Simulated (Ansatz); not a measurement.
Zn4SeS3 under compression: one row to predict

It was reached by relaxing an invented guess, and it needn't be the stable form of this composition.

Theory: DFT PBE, scalar-relativistic, plane waves, PAW (Ansatz 0.2.0). Plane waves to 420 eV, a 6×6×6 mesh through Γ for the 8-atom cell and 0.02 eV Gaussian smearing; no spin polarisation.

```cif
data_structure
_symmetry_space_group_name_H-M 'P-43m'
_symmetry_Int_Tables_number 215
_cell_length_a 5.5156
_cell_length_b 5.5156
_cell_length_c 5.5156
_cell_angle_alpha 90.000
_cell_angle_beta 90.000
_cell_angle_gamma 90.000
_cell_volume 167.79
loop_
_atom_site_label
_atom_site_type_symbol
_atom_site_symmetry_multiplicity
_atom_site_Wyckoff_symbol
_atom_site_fract_x
_atom_site_fract_y
_atom_site_fract_z
_atom_site_occupancy
Zn1 Zn 4 e 0.74361 0.74361 0.74361 1
Se1 Se 1 a 0.00000 0.00000 0.00000 1
S1 S 3 c 0.50000 0.50000 0.00000 1
```

The cell was set to several volumes, with shape and atoms relaxed at each where symmetry leaves them free. Pressure is positive in compression, and energies count from the lowest row.

```csv
row,V (Å³/atom),P (GPa),ΔE (meV/atom),gap on mesh (eV)
1,18.457,11.20,78.4,2.21
2,19.086,7.67,41.5,2.10
3,19.716,?,?,?
4,20.345,2.15,4.1,1.85
5,20.974,0.00,0.0,1.73
6,21.603,-1.82,3.7,1.61
7,22.232,-3.37,13.9,1.50
8,23.071,-5.07,36.2,1.36
```

Question: Find B = −V·ΔP/ΔV from rows 4 and 6 and from rows 1 and 2, and from the two its slope B′ and its value B0 at zero pressure.

Answer: Rows 4 and 6 give −(20.345 + 21.603)/2 × (-1.82 − (2.15))/(21.603 − 20.345) = 66.2 GPa at a mean pressure of 0.16 GPa. Rows 1 and 2 give −(18.457 + 19.086)/2 × (7.67 − (11.20))/(19.086 − 18.457) = 105.3 GPa at a mean pressure of 9.43 GPa. So B′ = (105.3 − 66.2)/(9.43 − (0.16)) = 4.22 and B0 = 66.2 − 4.22 × (0.16) = 65.5 GPa. A third-order Birch–Murnaghan fit to all the energies gives B0 = 65.8 GPa and B′ = 4.5.

Question: Estimate the pressure and energy of row 3.

Answer: From row 5, V0 = 20.974 × (1 + (0.00)/65.5) = 20.974 Å³/atom. Murnaghan's form P = (B0/B′)·[(V0/V)^B′ − 1] gives (65.5/4.22) × [(20.974/19.716)^4.22 − 1] = 4.63 GPa; the computed pressure is 4.68 GPa, so the estimate is off by -0.05 GPa. The work of compression from row 4, with the mean of the two pressures, gives ΔE = 4.1 + (4.63 + 2.15)/2 × (20.345 − 19.716)/160.2 × 1000 = 17.4 meV/atom (1 eV/Å³ = 160.2 GPa); the computed value is 17.4 meV/atom.

Question: Fit the gap against pressure through the other rows and estimate it at the computed pressure of row 3.

Answer: Over the 7 rows the mean pressure is 1.5371 GPa and the mean gap is 1.766 eV. The sums of products of deviations are S_xx = 212.7 and S_xy = 10.96, so the slope is 10.96/212.7 = 0.05153 (r = 0.99, rms misfit 0.04 eV). At 4.68 GPa the line gives 1.766 + (0.05153) × (4.68 − 1.5371) = 1.93 eV. The computed value is 1.97 eV, so the line is off by -0.04 eV, less than the largest miss among the fitted rows (0.07 eV).

Kohn–Sham gaps at this level usually fall short of measured ones. All volumes keep the k mesh of the relaxed cell. A later test with randomly moved atoms came back to the same energy, though modes that don't fit the test's cell weren't probed.

Compression stiffens the lattice and widens the gap at every step. The gap follows volume almost linearly, so its flattening against pressure mainly reflects the rising bulk modulus: each further GPa removes less volume. This also explains why the straight line in pressure falls below the computed gap at row 3.

The widening is the usual behaviour of tetrahedral zinc chalcogenides. Their conduction-band edge is an antibonding mix of Zn s and anion s states, which shorter bonds push up faster than the mostly anion-p valence-band top. That the same edge states are at work here is an inference, since no orbital character was resolved. In the relaxed cell, zinc sits off the ideal zinc-blende position, away from Se and towards the three S neighbours, as the larger radius of Se requires.

The smooth equation of state describes this one ordered arrangement and gives no transition pressure, because competing high-pressure structures such as a rocksalt-type phase were not compared.
